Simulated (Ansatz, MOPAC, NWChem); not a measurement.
## AlNH3 (SMILES [NH2][AlH]): the zero-point energy at each level's own minimum, rung by rung

The runs start from one conformer, not always the lowest.

AlNH3, doublet, SMILES `[NH2][AlH]`. Each level relaxes the structure for itself.

Quantity: the zero-point energy at each level's own minimum, in kJ/mol. The values are calculated.

| level | kind | program | value (kJ/mol) |
| --- | --- | --- | --- |
| AM1 | semi-empirical | MOPAC | 87.1 |
| MNDOD | semi-empirical | MOPAC | 84.6 |
| PM6 | semi-empirical | MOPAC | 78.6 |
| PM6-D3 | semi-empirical | MOPAC | 78.6 |
| UHF/6-31G* (spherical functions) | Hartree–Fock | NWChem | 86.7 |
| UB3LYP/6-311G** | global hybrid | NWChem | 80.8 |
| UPBE0/LANL2DZ (core potential) | global hybrid | NWChem | 83.6 |
| UPBE0/SBKJC-VDZ (core potential) | global hybrid | NWChem | 83.0 |
| UPBE0/jorge-DZP | global hybrid | NWChem | 80.3 |
| UPBE0-D4/def2-TZVP | global hybrid | Ansatz | 81.0 |

Harmonic and unscaled. The values span 78.6 to 87.1 kJ/mol.

The hybrid functionals place the zero-point energy between 80.3 and 83.6 kJ/mol, with Hartree–Fock above all of them at 86.7. That is the expected order: without electron correlation, bonds are usually too short and their stretching potentials too steep. The light, stiff N–H bonds should contribute most to the sum, with smaller shares from the softer Al–H stretch and the bends.

Within PBE0, the two core-potential sets lie above both all-electron sets. This probably reflects limited polarization flexibility, which affects the bending and out-of-plane motions at nitrogen, though the core potential itself could also contribute. The semi-empirical methods fall on both sides of the hybrids, AM1 and MNDOD above and PM6 below, so they share no common direction of error and their spread reflects parametrization more than bonding. The identical PM6 and PM6-D3 values show that the dispersion term is immaterial here, as expected for so small a molecule. Similar totals can still hide compensating differences between individual modes.
